# The Stiemke bound without constant volume: the H₂–Br₂ mechanism

In a closed batch model the bound $c_i \le \mathbf m\cdot\mathbf c_0/m_i$ on every concentration comes from the stoichiometric matrix alone. That bound assumes a fixed volume. This page shows where the volume enters, derives what replaces the bound at fixed pressure, and sizes the change for H₂–Br₂.

## Conventions

Amounts $n_i$ are numbers of molecules, $c_i=n_i/V$ are number densities, $c_{\rm tot}=\sum_i c_i$ and $x_i=c_i/c_{\rm tot}$. The matrix $N$ has one row per species and one column per step. The net rate $v_j$ counts events of step $j$ per volume and time, forward minus backward. Vector inequalities hold component by component, $\mathbf 1$ is the vector of ones, and the subscript 0 marks $t=0$.

## The result in three steps

**Step 1, algebra (Stiemke, 1915).** A vector $\mathbf m>0$ with $\mathbf m^TN=0$ exists if and only if no real vector $\mathbf v$, of any signs, gives $N\mathbf v\ge0$ with $N\mathbf v\ne0$.

If both existed, $\mathbf m^TN\mathbf v$ would be zero and positive at once. Conversely, suppose no such $\mathbf v$ exists. The subspace $S=\operatorname{im}N$ then misses the simplex $\Delta=\{\mathbf d\ge0,\ \mathbf 1^T\mathbf d=1\}$. A closed convex set and a disjoint compact convex set are strictly separated, so some $\mathbf m$ and $\gamma$ obey $\mathbf m\cdot\mathbf s<\gamma<\mathbf m\cdot\mathbf d$ for all $\mathbf s\in S$, $\mathbf d\in\Delta$. A linear function bounded above on a subspace vanishes on it, so $\mathbf m^TN=0$ and $\gamma>0$. Taking $\mathbf d$ as the $i$-th unit vector gives $m_i>0$. In words, a positive conservation law exists exactly when no combination of steps, run in either direction, makes something and consumes nothing.

**Step 2, balance.** In a closed, well-mixed gas $\dot{\mathbf n}=VN\mathbf v$, so $\mathbf m\cdot\mathbf n$ is constant. If $V$ is constant, $\dot{\mathbf c}=N\mathbf v$ and $\mathbf m\cdot\mathbf c$ is constant too.

**Step 3, bound.** Let the kinetics keep $\mathbf c\ge0$, as it does when a step stops consuming a species that is absent. Mass action has this property. Then $m_ic_i\le\mathbf m\cdot\mathbf c=\mathbf m\cdot\mathbf c_0$, whatever the rate constants are.

The standard counterexample is $2A\to3A$ with $v=kc_A^2$. Here $N=(1)$ and $v=1$ gives $Nv>0$, so no positive $m$ exists. At constant volume $\dot c_A=kc_A^2$ gives $c_A=c_{A,0}/(1-kc_{A,0}t)$, which diverges at $t=1/(kc_{A,0})$. Failing the criterion permits such behaviour and does not force it. An irreversible loss $A\to\varnothing$ fails too, through $v=-1$, and stays bounded.

## The mechanism and its conservation laws

The steps are (1) Br₂ + M ⇌ 2Br + M, (2) Br + H₂ ⇌ HBr + H and (3) H + Br₂ → HBr + Br. The collision partner M cancels from $N$. With rows in the order H₂, Br₂, HBr, H, Br,

$$N=\begin{pmatrix}0&-1&0\\-1&0&-1\\0&1&1\\0&1&-1\\2&-1&1\end{pmatrix}.$$

The top three rows have determinant $-1$, so the rank is 3 and the left kernel has dimension 2. It is spanned by the element counts $\mathbf e_{\rm H}=(2,0,1,1,0)$ and $\mathbf e_{\rm Br}=(0,2,1,0,1)$. Every $\lambda_{\rm H}\mathbf e_{\rm H}+\lambda_{\rm Br}\mathbf e_{\rm Br}$ with both weights positive is a valid $\mathbf m$. The simplest is the atom count $\mathbf w=\mathbf e_{\rm H}+\mathbf e_{\rm Br}=(2,2,2,1,1)$. For an equimolar start from H₂ and Br₂ it gives $c_{\rm HBr}\le c_{\rm tot,0}$ at constant volume.

## Where the volume enters

Step 1 knows nothing of the volume, and neither does the conservation of $\mathbf m\cdot\mathbf n$. The assumption enters once, in dividing the balance by $V$. Differentiating $\mathbf c=\mathbf n/V$ gives

$$\dot{\mathbf c}=N\mathbf v-\mathbf c\,\frac{d\ln V}{dt},\qquad \frac{d}{dt}(\mathbf m\cdot\mathbf c)=-(\mathbf m\cdot\mathbf c)\frac{d\ln V}{dt}.$$

The new term vanishes for a species that is absent, so $\mathbf c\ge0$ survives. Integration gives the exact replacement,

$$\mathbf m\cdot\mathbf c(t)=\mathbf m\cdot\mathbf c_0\,\frac{V_0}{V(t)},\qquad c_i(t)\le\frac{\mathbf m\cdot\mathbf c_0}{m_i}\,\frac{V_0}{V(t)}.$$

All conserved combinations shift by the same factor, so their ratios, such as H atoms to Br atoms, stay fixed. The old bound remains true when the gas expands and can fail when it contracts.

The volume follows from the equation of state $V=n_{\rm tot}Zk_BT/p$, where $Z$ is the compression factor. To first order in small changes the relative shift is

$$\delta\equiv\frac{\mathbf m\cdot\mathbf c}{\mathbf m\cdot\mathbf c_0}-1\simeq-\frac{\Delta n_{\rm tot}}{n_{\rm tot,0}}-\Delta Z-\frac{\Delta T}{T}+\frac{\Delta p}{p},$$

with $Z\simeq1$ in the denominator. We take $\Delta p=0$. This describes a vessel closed by a free piston, and a parcel of gas in a plug-flow tube as long as the pressure drop and diffusion across the parcel boundary are negligible. The first term belongs to the mechanism. The other two compete with it and are sized below.

## The stoichiometric term

For an ideal gas at fixed $p$ and $T$, $c_{\rm tot}=p/k_BT$ is constant and $V\propto n_{\rm tot}$. From $\dot n_{\rm tot}=V\,\mathbf 1^TN\mathbf v$,

$$\frac{d\ln V}{dt}=\frac{\mathbf 1^TN\mathbf v}{c_{\rm tot}},\qquad \dot{\mathbf c}=\left(I-\mathbf x\mathbf 1^T\right)N\mathbf v .$$

Since $\mathbf 1^T\mathbf x=1$, this system conserves $\mathbf 1^T\mathbf c$ for any $N$. Concentrations are bounded by $p/k_BT$ whether or not the criterion holds. What the criterion now controls is the volume, because $\min_i m_i\;n_{\rm tot}\le\mathbf m\cdot\mathbf n_0\le\max_i m_i\;n_{\rm tot}$ confines $n_{\rm tot}$ from both sides.

With extents $\boldsymbol\xi=\int_0^tV\mathbf v\,dt'$ we have $V/V_0=1+\mathbf 1^TN\boldsymbol\xi/n_{\rm tot,0}$, so the first correction is $\delta\simeq-\mathbf 1^TN\boldsymbol\xi/n_{\rm tot,0}$. It vanishes for all kinetics exactly when $\mathbf 1$ lies in the left kernel of $N$. For H₂–Br₂ the column sums are $\mathbf 1^TN=(1,0,0)$, so only the dissociation step moves the piston.

The extent can be removed. Let $x=x_{\rm H}+x_{\rm Br}$ be the mole fraction of free atoms. Each molecule carries weight 2 in $\mathbf w$ and each atom weight 1, so $\mathbf w\cdot\mathbf n=n_{\rm tot}(2-x)$. This is constant, which gives

$$\frac{V_0}{V}=\frac{1-x/2}{1-x_0/2},\qquad \delta_{\rm st}=-\frac{x-x_0}{2-x_0}.$$

The relation is exact for the ideal gas and holds for any rate law, and also when H₂ ⇌ 2H or HBr ⇌ H + Br is added. For a start from molecules $x_0=0$ and $\delta_{\rm st}=-x/2$. The volume then lies between $V_0$ and $2V_0$, and the old bound holds with room to spare.

### What becomes of the blow-up

Dilute A in an inert gas and hold the pressure. With $y=c_A/c_{\rm tot}$ the projected equation reads $\dot y=kc_{\rm tot}\,y^2(1-y)$, and separation of variables gives

$$kc_{\rm tot}t=\frac1{y_0}-\frac1y+\ln\frac{y(1-y_0)}{y_0(1-y)} .$$

The first two terms are the constant-volume solution and the logarithm is the correction. The time to double $c_A$ becomes $(2kc_{A,0})^{-1}[1+2y_0\ln2+O(y_0^2)]$. For $y_0=0.1$, at the moment $t=1/(kc_{A,0})$ when the rigid vessel diverges, $y$ has reached only 0.48. The amount obeys $\dot n_A=kc_An_A\le kc_{\rm tot}n_A$, so it grows without limit but at most exponentially. The finite-time divergence needs the fixed volume as well as the missing conservation law.

## A ceiling on the atom fraction

The H and Br rows of $N$ add up to $(2,0,0)$, so $\dot n_{\rm H}+\dot n_{\rm Br}=2Vv_1$. With mass action and detailed balance, $v_1=k_1c_{\rm M}(c_{\rm Br_2}-c_{\rm Br}^2/K_c)$. The atom fraction therefore rises only while $x_{\rm Br}^2<\kappa\,x_{\rm Br_2}$, where $\kappa=K_c/c_{\rm tot}=K_p/p$ and $K_p=K_ck_BT$.

For the equimolar start the bromine balance is $2x_{\rm Br_2}+x_{\rm HBr}+x_{\rm Br}=1-x/2$. Hydrogen atoms are shown below to be negligible, so $x_{\rm Br}=x$ and $x_{\rm Br_2}\le\tfrac12-\tfrac34x$. Starting from zero, $x$ cannot pass the root of $x^2=\kappa(\tfrac12-\tfrac34x)$,

$$x^*=\tfrac12\left[\sqrt{\tfrac9{16}\kappa^2+2\kappa}-\tfrac34\kappa\right]=\sqrt{\kappa/2}-\tfrac38\kappa+\dots$$

Hence $|\delta_{\rm st}|\le x^*/2\simeq\sqrt{K_p/8p}$. No rate constant appears. The ceiling is approached if step 1 equilibrates before much Br₂ is consumed. With step 1 in balance and small $\kappa$, the atom fraction then falls as $\sqrt{1-f}$ with the conversion $f=x_{\rm HBr}$.

### The equilibrium constant

For a rigid rotor and a harmonic oscillator with symmetry number 2,

$$K_c=\frac{g^2}{\Lambda_\mu^3\,q_{\rm rot}\,q_{\rm vib}}\,e^{-D_0/k_BT},\quad \Lambda_\mu=\frac{h}{\sqrt{2\pi\mu k_BT}},\quad q_{\rm rot}=\frac{k_BT}{2B_{\rm rot}},\quad q_{\rm vib}=\frac1{1-e^{-\hbar\omega/k_BT}} .$$

The reduced mass $\mu=m_{\rm Br}/2$ appears because the translational factors combine as $\Lambda_{\rm Br_2}^3/\Lambda_{\rm Br}^6=\Lambda_\mu^{-3}$. The rotational constant is $B_{\rm rot}=\hbar^2/2\mu r^2$, and $g=4+2e^{-\Delta_{\rm so}/k_BT}$ counts the two spin–orbit levels of Br. The inputs are approximate values:

| | $D_0$ (eV) | $r$ (Å) |
|---|---|---|
| H₂ | 4.478 | 0.741 |
| Br₂ | 1.971 | 2.281 |
| HBr | 3.758 | 1.414 |

We also take $\hbar\omega({\rm Br_2})=0.040$ eV, $\Delta_{\rm so}=0.457$ eV, and masses of 79.904 u for Br and 1.008 u for H.

At 600 K, $k_BT=0.05170$ eV, $\Lambda_\mu=0.1128$ Å, $B_{\rm rot}=1.0055\times10^{-5}$ eV, $q_{\rm rot}=2571$, $q_{\rm vib}=1.856$, $g=4.0003$ and $e^{-D_0/k_BT}=2.78\times10^{-17}$. These give $K_c=6.5\times10^{-14}$ nm⁻³ and $K_p=5.4\times10^{-7}$ Pa. At 1 bar, $c_{\rm tot}=0.01207$ nm⁻³, $\kappa=5.4\times10^{-12}$ and $x^*=1.6\times10^{-6}$. The model's ceiling is $|\delta_{\rm st}|\le8.2\times10^{-7}$. A change of 0.01 eV in $D_0$ changes this by 10 per cent, so two figures are the most that the inputs support.

### Why H atoms drop out

With H quasi-steady, $c_{\rm H}/c_{\rm Br}=k_2c_{\rm H_2}/(k_3c_{\rm Br_2}+k_{-2}c_{\rm HBr})$. In the equimolar mixture $c_{\rm H_2}\simeq c_{\rm Br_2}$, so the ratio is at most about $k_2/k_3=K_2\,k_{-2}/k_3$ with $K_2=k_2/k_{-2}$. With classical rotors of moment of inertia $I$, vibrations of H₂ and HBr frozen, and degeneracies 2 for H and 4 for Br,

$$K_2=\left(\frac{m_{\rm HBr}m_{\rm H}}{m_{\rm H_2}m_{\rm Br}}\right)^{3/2}\frac{2I_{\rm HBr}}{I_{\rm H_2}}\cdot\frac24\;e^{-0.720\,{\rm eV}/k_BT}.$$

The energy is $D_0({\rm H_2})-D_0({\rm HBr})$ and the prefactor is 2.6. This gives $K_2=2.3\times10^{-6}$ at 600 K and $6\times10^{-4}$ at 1000 K. The ratio $k_{-2}/k_3$ is typically about 0.1, which lowers the H share further.

## The rival terms

An effect below one part per million invites a look at what the ideal, isothermal picture left out.

**Non-ideality.** At low density $Z=1+B_2\,p/k_BT$ with $B_2=\sum_{ij}x_ix_jB_{ij}$. Expanding the van der Waals equation $Z=1/(1-bc_{\rm tot})-ac_{\rm tot}/k_BT$ to first order in density gives $B_2=b-a/k_BT$. The usual combining rules $B_{ij}=(b_i+b_j)/2-\sqrt{a_ia_j}/k_BT$ lead to

$$B_2=\sum_ix_ib_i-\frac{1}{k_BT}\Big(\sum_ix_i\sqrt{a_i}\Big)^2 .$$

Approximate constants for H₂, Br₂ and HBr are $a=0.43$, $16.8$, $7.7$ eV Å³ and $b=44$, $98$, $73$ Å³. At 600 K the equimolar reactant mixture has $B_2=-38$ Å³ and pure HBr has $-76$ Å³, so full conversion brings $\Delta B_2=-38$ Å³. The shift is $\delta_{\rm vir}=-\Delta B_2\,p/k_BT=+5\times10^{-4}$ at 1 bar. Its sign is opposite to that of $\delta_{\rm st}$, since the gas contracts.

Whether the contraction breaks the old bound on HBr depends on how complete the conversion is. For H₂ + Br₂ ⇌ 2HBr the energy change at 0 K is $D_0({\rm H_2})+D_0({\rm Br_2})-2D_0({\rm HBr})=-1.067$ eV, and

$$K=\left(\frac{m_{\rm HBr}^2}{m_{\rm H_2}m_{\rm Br_2}}\right)^{3/2}\frac{4I_{\rm HBr}^2}{I_{\rm H_2}I_{\rm Br_2}}\,\frac{1}{q_{\rm vib}}\,e^{1.067\,{\rm eV}/k_BT}.$$

At 600 K the prefactor is 14 and $K=1.2\times10^{10}$. Full equilibrium needs the reverse of step 3, which is otherwise negligible. From $K=4f^2/(1-f)^2$ the unconverted share is then $1-f\simeq2/\sqrt K=2\times10^{-5}$. This is well below $\delta_{\rm vir}$, so in this model the final HBr density lies above $c_{\rm tot,0}$ by a few parts in $10^4$.

That number is the model's. It is a difference of two crude coefficients. Corresponding-states correlations typically make $B_2$ of HBr less negative and that of Br₂ more negative at this temperature, so the van der Waals model probably overstates the contraction, by a factor of up to about four. Read it as an order of magnitude, and treat even the sign as likely and not as certain.

**Temperature.** The heat capacity per molecule of the reactant mixture is $c_p=\tfrac72k_B+\tfrac12c_{\rm vib}$, where $c_{\rm vib}=k_Bu^2e^{-u}/(1-e^{-u})^2$ and $u=\hbar\omega/k_BT$ refer to Br₂. At 600 K, $c_{\rm vib}=0.95\,k_B$ and $c_p=3.98\,k_B$. Taking the 0 K energy for the heat of reaction, a small conversion $f$ releases $f\times1.067/2$ eV per molecule. If the heat stays in the gas, $\Delta T/T=2.6f$. Unremoved heat from a conversion of $3\times10^{-7}$ already equals the ceiling on $|\delta_{\rm st}|$ at 1 bar. In terms of temperature, that ceiling is worth 0.5 mK and the virial term 0.3 K.

## Sizes

The table gives the model's extreme stoichiometric shift $-x^*/2$ from the full root, and the virial shift at full conversion. The virial shift is proportional to $p$, so at 100 Pa it is a thousand times smaller than listed.

| $T$ (K) | $K_p$ (Pa) | $-x^*/2$, 1 bar | $-x^*/2$, 100 Pa | $\delta_{\rm vir}$, 1 bar |
|---|---|---|---|---|
| 500 | $2.2\times10^{-10}$ | $-1.7\times10^{-8}$ | $-5.3\times10^{-7}$ | $+7\times10^{-4}$ |
| 600 | $5.4\times10^{-7}$ | $-8.2\times10^{-7}$ | $-2.6\times10^{-5}$ | $+5\times10^{-4}$ |
| 800 | $9.3\times10^{-3}$ | $-1.1\times10^{-4}$ | $-3.4\times10^{-3}$ | $+3\times10^{-4}$ |
| 1000 | $3.4$ | $-2.0\times10^{-3}$ | $-0.059$ | $+2\times10^{-4}$ |

The leading form $\sqrt{K_p/8p}$ reproduces the stoichiometric entries closely except the last one at 100 Pa, where it gives 0.065 because it ignores the depletion of Br₂. The stoichiometric term scales as $p^{-1/2}$ and the virial term as $p$, so their extreme values are equal at

$$p_\times=\left[\sqrt{K_p/8}\;\frac{k_BT}{|\Delta B_2|}\right]^{2/3},$$

which is 1.5 kPa at 600 K in this model and somewhat higher if $|\Delta B_2|$ is smaller. The two extremes occur at different times, the atom term early and the virial term at the end.

## A start that already contains atoms

The sign of $\delta_{\rm st}$ reverses when $x_0>x$. HBr is a common feed gas for plasma etching of silicon, and gas leaving such a discharge is partly dissociated. Take an illustrative $x_0=0.2$, treat the gas as a closed parcel at fixed $p$ and $T$, and let all atoms recombine without loss of material to the walls. Then $V_0/V=1/(1-x_0/2)=1.11$, and every $\mathbf m\cdot\mathbf c$ ends 11 per cent above its initial value in this model. With equal H and Br content the old bound reads $c_{\rm HBr}\le0.9\,c_{\rm tot}$, while a parcel that ends as HBr reaches $c_{\rm tot}$. At the low pressures of etch tools diffusion blurs the parcel, so this case shows the sign and the scale of the term and describes no particular chamber.

## What to do in a model

- Integrate amounts, or amounts per unit mass, whenever the pressure is the controlled variable. Then $\mathbf m\cdot\mathbf n$ is exactly constant and serves as a test of the integrator.
- If the code carries concentrations at fixed pressure, test the ratio $\mathbf e_{\rm H}\cdot\mathbf c/\mathbf e_{\rm Br}\cdot\mathbf c$, or the combination $\mathbf w\cdot\mathbf c/(2-x)$ for an ideal isothermal gas. A drift of $\mathbf w\cdot\mathbf c$ alone by $-(x-x_0)/(2-x_0)$ is physics and no bug.
- Do not read bounded concentrations at fixed pressure as evidence of a conservative scheme. They are bounded there for any $N$, and a defect such as $2A\to3A$ shows up in the volume.
- For thermal H₂–Br₂ near 600 K and 1 bar, the model puts the mechanism's own volume correction below one part per million. Non-ideality and any temperature drift above a millikelvin outweigh it. The ceiling $x^*/2$ reaches one per cent when $K_p/p$ exceeds about $8\times10^{-4}$. In the model this happens between 1150 and 1200 K at 1 bar, where $x^*/2=0.014$ at 1200 K, and between 850 and 900 K at 100 Pa. A feed that is already dissociated can also give a shift of this size or larger.